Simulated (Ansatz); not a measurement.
## Which isomer of CH5BN+ gives these data?

These gas-phase data were calculated for one isomer of CH5BN+ at B3LYP-D3(BJ)/def2-SVP (harmonic, unscaled wavenumbers; equilibrium rotational constants with average atomic masses):

- rotational constants: 53.88, 9.876, 8.825 GHz
- all wavenumbers above 1500 cm⁻¹: 3458, 3194, 3183, 3071, 2853, 1639

Candidates:

(1) `B1C[NH2+]1`, a singlet
(2) `B=[NH+]C`, a singlet
(3) `CB=[NH2+]`, a singlet

Which candidate do the data belong to?

Candidate (2). The band at 2853 cm⁻¹ lies where the B–H stretch is expected; (3) has no mode between 2350 and 2900 cm⁻¹. 1 mode lies between 3250 and 3800 cm⁻¹, one for each N–H bond, while (1) has 2.

The same quantities for all candidates:

```
     rotational constants (GHz)         wavenumbers above 1500 cm⁻¹  E above the lowest, B3LYP-D3(BJ)/def2-SVP (kcal/mol)
(1)          22.21, 20.52, 12.3  3518, 3433, 3207, 3115, 2812, 1548                                                  40.1
(2)         53.88, 9.876, 8.825  3458, 3194, 3183, 3071, 2853, 1639                                                  30.1
(3)         106.7, 7.135, 6.995  3566, 3488, 3122, 3080, 2999, 1765                                                   0.0
```

Harmonic stretches to hydrogen usually lie a few per cent above observed fundamentals. Each candidate is one conformer. Programs: Ansatz 0.2.0.

The rotational constants support the assignment independently. In (3) the C–B–N skeleton is close to linear because boron is two-coordinate, so the heavy atoms add little to the moment of inertia about the long axis, and the largest constant reaches 106.7 GHz. Moving the methyl group to trigonal nitrogen bends the skeleton and lowers it to 53.88 GHz, while the compact ring (1) has much more similar constants.

The energy order probably reflects how well each isomer relieves the electron deficiency at boron. In (2) and (3) the nitrogen lone pair donates into an empty boron p orbital. In (3) the methyl group can also donate to boron by hyperconjugation, whereas in (2) it sits on nitrogen. In (1) the nitrogen lone pair is tied up in a σ bond, so this π donation is lost and ring strain is added. The data therefore identify an isomer that is not the most stable of the three, and without isomerisation barriers its kinetic persistence remains open.
